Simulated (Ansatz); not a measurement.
Strength of the Se–Si bond: SiH2(SeH)2 → SiH2(SeH) + HSe

Species: SiH2(SeH)2, singlet; SiH2(SeH), doublet; HSe, doublet. 

Shapes, held fixed at every level: PBE0-D4/def2-TZVP. Flexible molecules stand in one conformer, not always the lowest. Programs: Ansatz 0.2.0. The zero-point and thermal change to 298 K, harmonic and unscaled (PBE0-D4/def2-TZVP), is -9.5 kJ/mol.

| level | kind | ΔH(298 K) (kJ/mol) | less CCSD(T)/def2-TZVPP | CPU time (sum over the molecules) |
| --- | --- | --- | --- | --- |
| PBE-D4/def2-TZVPP | GGA | +323.1 | +1.2 | 9.4 s |
| B3LYP-D4/def2-TZVPP | global hybrid | +311.6 | -10.3 | 17 s |
| PBE0-D4/def2-TZVPP | global hybrid | +323.4 | +1.5 | 12 s |
| wB97M-V/def2-TZVPP | range-separated hybrid | +327.7 | +5.8 | 48 s |
| wB97X-V/def2-TZVPP | range-separated hybrid | +330.1 | +8.2 | 34 s |
| CCSD(T)/def2-SVP | coupled cluster or CI | +297.3 | -24.6 | 17 s |
| CCSD/def2-SVP | coupled cluster or CI | +291.0 | -30.9 | – |
| CCSD(T)/def2-TZVPP | coupled cluster or CI | +321.9 | 0.0 | 4.5 min |

The highest level, CCSD(T)/def2-TZVPP, gives ΔH(298 K) = +321.9 kJ/mol; the levels span +291.0 to +330.1. The column of differences is taken from that level and isn't an error. No measured value is set beside it here. Open shells run unrestricted unless RO is named. Relativity is left out for Se unless named. Correlated rows may include outer-core shells of Se, which these sets cover unevenly. Times are processor times on shared x86 and Arm servers, and rough.

Breaking the Si–Se bond homolytically is strongly endothermic at every level, as expected for a polar σ bond between electropositive silicon and selenium. Cleavage leaves one electron in a selenium 4p orbital and the other in a largely silicon-centred hybrid, so neither radical gains much delocalisation to offset the lost bond.

The largest shift comes from the basis: CCSD(T) rises from +297.3 to +321.9 kJ/mol between def2-SVP and def2-TZVPP. The bonding pair's correlation is lost on dissociation, and the smaller set lacks the polarisation functions to describe it. Triples also favour the intact molecule, but by less. The basis limit therefore probably lies higher still, so the close agreement of PBE and PBE0 with the largest coupled-cluster calculation may be partly fortuitous, and the higher range-separated values can't be judged too strong. The near-coincidence of PBE and PBE0 suggests little net sensitivity to exact exchange, whereas B3LYP gives the weakest bond among the functionals. Whether Si–Se cleavage is the molecule's easiest dissociation remains open without the competing Se–H and Si–H channels.
